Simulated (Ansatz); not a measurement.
# Tension, energy and ballistic conductance of a zigzag Au chain under axial strain (PBE)

We have to decide whether tension or conductance should be used to judge how far a model Au chain has been strained. The choice matters for atomic contacts, where a wire one atom thick is pulled while its current is recorded and the atomic positions are not seen directly. We therefore follow a free-standing zigzag chain from a stretch ratio of 0.88 to 1.30, the ratio being the period over its relaxed PBE value. Energies are per atom and count from the relaxed chain. Tension is positive when the chain pulls inwards, and conductance is that of the perfect, non-magnetic chain. The bonds along it are kept equal, so the results describe uniform strain and not the breaking of a single bond.

## Systems and settings

A free-standing zigzag chain of Au (planar, two atoms a cell, started wide). Its period was relaxed at each level, then set to fixed multiples of the relaxed value, with the sideways offset of the two atoms relaxed at each period. Plane-wave density functional theory with Ansatz 0.2.0, PAW datasets, scalar-relativistic unless a column says otherwise. The chain runs along z in a box of 9 x 7.5 angstrom across, with one k point across; along the chain the number of k points times the cell length is 81 to 85 angstrom. Fermi-Dirac occupations of width 0.05 eV. Wave cutoff 420 eV (PBE). Collinear spin, each period started afresh from the same moments. Channels by layer matching. Energies are values extrapolated to zero smearing; small differences can differ up to twofold from those of the free energies. The same in all rows: ballistic conductance of the perfect chain at 300 K, both spins, G0 = 2e^2/h: 1.00 G₀.

Notes on method and selection:

- Every run starts from one magnetic guess, so a lower magnetic state may exist.
- Free-standing monatomic chains are model structures; they are stationary only within the symmetry and cell that were kept, and some have two minima in the period.
- The conductance is the ballistic Landauer value of the perfect chain, averaged with the Fermi function at 300 K, both spins; it is a whole or half number of G0 unless a band edge lies within about 0.1 eV of the Fermi level, where it follows the smearing and the mesh.
- Spin-orbit coupling is left out, which matters for elements past period 5.
- A uniformly stretched chain past the largest tension is unstable to breaking at one bond.
- Runs whose transmission exceeds the number of channels of the lead are not listed.
- Runs that did not converge, have known faults or may not be shown are not listed, and runs on Ansatz's PAW sets soft_1 and soft_2 are kept to separate tables.

Columns:

- stretch ratio: period over the relaxed period at the same level.
- bond (Å): distance between nearest atoms of the two rows.
- bond angle (degree): angle between the two bonds at an atom (180 is straight).
- tension (nN): tension along the chain from the stress times the box cross-section, positive when the chain pulls inwards.
- energy (eV/atom): energy per atom over that at the relaxed period, same level and start.

Input lines of one member:

```
crystal:
  lattice:
    - [9.0, 0.0, 0.0]
    - [0.0, 7.5, 0.0]
    - [0.0, 0.0, 4.8736]
  atoms:
    - { symbol: Au, position: [0.4506, 0.5, 0.0], spin: 0.5 }
    - { symbol: Au, position: [0.5494, 0.5, 0.5], spin: 0.5 }
magnetization:
  spin_polarized: true
kpoints:
  mp_grid: { grid: [1, 1, 17] }
scf:
  occupations: { method: fermi_dirac, width: 0.05 }
hamiltonian:
  xc: pbe
output:
  transmission:
    e_range: [-2, 2]
    de: 0.035
    kmesh: [1, 1]
    reduced_basis: true
    leads: [[0, 0]]
  stress: true
# excerpt: file-writing keys are left out
```

Command (options for logging and memory left out): `ansatz run input.yaml --threads 4`

## Numbers

| member | stretch ratio | bond (Å) | bond angle (degree) | tension (nN) | energy (eV/atom) |
| --- | --- | --- | --- | --- | --- |
| ratio 0.88 | 0.88 | 2.552 | 108 | −0.595 | 0.0980 |
| ratio 0.92 | 0.92 | 2.531 | 117 | −0.736 | 0.0555 |
| ratio 0.96 | 0.96 | 2.523 | 126 | −0.578 | 0.0178 |
| ratio 1 | 1.00 | 2.545 | 134 | 0.015 | 0.0000 |
| ratio 1.04 | 1.04 | 2.594 | 140 | 0.721 | 0.0186 |
| ratio 1.08 | 1.08 | 2.654 | 145 | ? | ? |
| ratio 1.13 | 1.13 | 2.729 | 152 | 1.552 | 0.1865 |
| ratio 1.2 | 1.20 | 2.829 | 167 | 1.672 | 0.3520 |
| ratio 1.3 | 1.30 | 3.046 | 180 | 1.895 | 0.6148 |

Cells marked ? are withheld until the estimate has been made.

## Mechanism

Conductance carries no information on strain here: it is 1.00 G₀ in every row. The usual explanation is a single, mainly s-like band that crosses the Fermi level and gives one open channel for each spin. Strain changes the width of such a band but not the number of channels. Pairing of the atoms, which could open a gap, was excluded by the two-atom cell and the symmetry kept in it.

Tension does respond. From ratio 1.00 to 1.04 it rises by 0.721 − 0.015 = 0.706 nN, a slope of 0.706 / 0.04 = 17.7 nN per unit of ratio. From 1.13 to 1.20 the slope is only (1.672 − 1.552) / 0.07 = 1.7 nN. The period is $2d\sin(\theta/2)$, with $d$ the bond and $\theta$ the bond angle, so the chain lengthens both by stretching bonds and by straightening. Up to ratio 1.20 the bond grows by a factor 2.829 / 2.545 = 1.11, and the opening of the angle from 134 to 167 degrees supplies the rest. The softening fits a metallic bond whose restoring force levels off as the overlap between neighbours falls. At ratio 1.30 the chain is straight and the tension, 1.895 nN, is the largest of the rows shown.

Compression is milder in energy. Ratio 0.88 costs 0.0980 eV/atom, against 0.1865 eV/atom at 1.13, a similar change of period. The chain folds instead of squeezing its bonds: the angle closes to 108 degrees, while the bond at 0.88 is slightly longer than in the relaxed chain. The push outwards weakens from 0.736 nN at ratio 0.92 to 0.595 nN at 0.88.

Tension is thus the better measure of strain for a stretched chain, though a weak one beyond ratio 1.13. Under compression it is ambiguous, since ratios 0.96 and 0.88 give nearly the same value.

## Estimating the withheld member

Plain estimates from the members shown:

- ratio 1.08, straight-line interpolation between ratio 1.04 and ratio 1.13: w = (1.08 − 1.04) / (1.13 − 1.04) = 0.444, so 0.721 + 0.444 × (1.552 − 0.721) = 1.090 nN

The straight line gives 1.090 nN at ratio 1.08, which should be too low because the slope of the tension falls across this interval. The energies give the size of the bulge, since tension is the derivative of energy with length. The straight chain at ratio 1.30 fixes the relaxed length per atom at 3.046 / 1.30 = 2.343 Å. With 1 eV/Å = 1.602 nN the factor between them is 1.602 / 2.343 = 0.684, so $F = 0.684\,dE/dr$, with $F$ the tension in nN, $E$ the energy in eV/atom and $r$ the stretch ratio.

The small energy at 1.04 is sensitive to the smearing correction, so we take it from the mean of the tensions at 1.00 and 1.04, (0.015 + 0.721) / 2 = 0.368 nN, which gives 0.368 × 0.04 / 0.684 = 0.0215 eV/atom. The mean tension from 1.04 to 1.13 is then 0.684 × (0.1865 − 0.0215) / 0.09 = 1.254 nN. The two end values average (0.721 + 1.552) / 2 = 1.137 nN, so the excess is 1.254 − 1.137 = 0.117 nN. For a parabola with this excess, the shift at fraction $w$ of the interval is $6w(1-w)$ times the excess. With 1 − 0.444 = 0.556 this is 6 × 0.444 × 0.556 × 0.117 = 0.173 nN. The estimate is 1.090 + 0.173 = 1.263 nN.

The same route can be tried on ratio 1.13 from its neighbours at 1.04 and 1.20, where w = 0.09 / 0.16 = 0.563. The straight line gives 0.721 + 0.563 × (1.672 − 0.721) = 1.256 nN. The mean tension from the energies is 0.684 × (0.3520 − 0.0215) / 0.16 = 1.413 nN and the end values average (0.721 + 1.672) / 2 = 1.197 nN, an excess of 1.413 − 1.197 = 0.216 nN. With 1 − 0.563 = 0.437 the shift is 6 × 0.563 × 0.437 × 0.216 = 0.319 nN, and the result 1.256 + 0.319 = 1.575 nN misses the table by 1.575 − 1.552 = 0.023 nN. Using the tabulated energy at 1.04 would raise our estimate by about 0.03 nN. Added in quadrature, this and the miss give about 0.04 nN, which we widen to 0.05 nN because the route was tried on one member only.

**Committed estimate, ratio 1.08: tension = 1.26 ± 0.05 nN.**

## The withheld result

| member | stretch ratio | bond (Å) | bond angle (degree) | tension (nN) | energy (eV/atom) |
| --- | --- | --- | --- | --- | --- |
| ratio 1.08 | 1.08 | 2.654 | 145 | 1.233 | 0.0820 |

| member | estimate | tension (nN) | computed | estimate − computed | miss in error bars |
| --- | --- | --- | --- | --- | --- |
| ratio 1.08 | committed | 1.260 | 1.233 | +0.027 | 0.5 |
| ratio 1.08 | interpolation | 1.090 | 1.233 | −0.143 |  |

The estimate of 1.26 nN lies 0.027 nN above the computed 1.233 nN, about half an error bar. The straight line was 0.143 nN too low. The argument from energy held: the tension does bulge above the line between ratios 1.04 and 1.13. The parabola made the bulge somewhat too large, 0.173 nN against 0.143 nN. Using the tabulated energy at 1.04 would have made the overshoot larger.

The new row also narrows down the softening. The slope of the tension falls from (1.233 − 0.721) / 0.04 = 12.8 nN per unit of ratio below 1.08 to (1.552 − 1.233) / 0.05 = 6.4 nN above it. The relative growth of the bond is about 0.6 of that of the period in both intervals, and again from 1.13 to 1.20. The softening therefore does not arise because the opening angle takes up a growing share of the stretch. It fits a weakening resistance of the bonding itself.

## Exceptions

Ratio 0.88 departs most. Continued compression would be expected to raise the outward push, yet it is 0.736 − 0.595 = 0.141 nN weaker than at 0.92. Zigzag metal chains can have a second, more folded minimum, in which atoms on the same side of the chain also bond. Attraction between these second neighbours has the right sign to weaken the push, but no row shown reaches such a minimum.

Ratio 1.30 departs more mildly. The slope of the tension rises again, from 1.7 nN per unit of ratio before 1.20 to (1.895 − 1.672) / 0.10 = 2.2 nN after it. By 1.30 the chain is straight, and with little angle left to open, more of the stretch goes into the bonds. Per ångström of bond growth the tension gains (1.895 − 1.672) / (3.046 − 2.829) = 1.0 nN, against (1.672 − 1.552) / (2.829 − 2.729) = 1.2 nN in the interval before, so the bonds have not stiffened.

The energy at 1.04 is about 0.003 eV/atom lower than the tensions imply. The extrapolation to zero smearing and the change of k mesh with period are the likeliest sources.

## Conclusions and limits

Between ratios 0.96 and 1.04 the tension changes by (0.721 + 0.578) / 0.08 = 16.2 nN per unit of ratio, or about 0.16 nN for each percent of strain. Carried on from the relaxed chain, this rule gives 1.31 nN at 1.08, still close to the computed value, but 0.015 + 16.2 × 0.13 = 2.12 nN at 1.13, where the table has 1.552 nN. It also fails at 0.92, where it gives a push of 16.2 × 0.08 − 0.015 = 1.28 nN instead of 0.736 nN.

Within the stretched range, tensions and energies of neighbouring rows together reproduced two members, 1.08 and 1.13, to within 0.03 nN.

The largest omission is breaking at one bond. It would take the tension to zero and the conductance from 1 G₀ towards zero, whereas the conductance of the uniform chain does not change at all. The rising tension up to ratio 1.30 is therefore no evidence that a real chain survives to that length.

We were wrong to name the two-atom cell, under Mechanism, as one of the things that exclude pairing. Two atoms a cell are just what alternating short and long bonds need, and only the symmetry we kept holds the bonds equal. Pairing could open a gap at the Fermi level and so lower the conductance, and no row tests whether it sets in under strain. The constant 1.00 G₀, and with it our statement that conductance carries no information on strain, therefore applies only to a chain with equal bonds.

[Logs are printed without paths, hosts, clocks, repeated set-up lines and the standing remarks that a program may print on its own settings, such as how far it seeks lower states.]
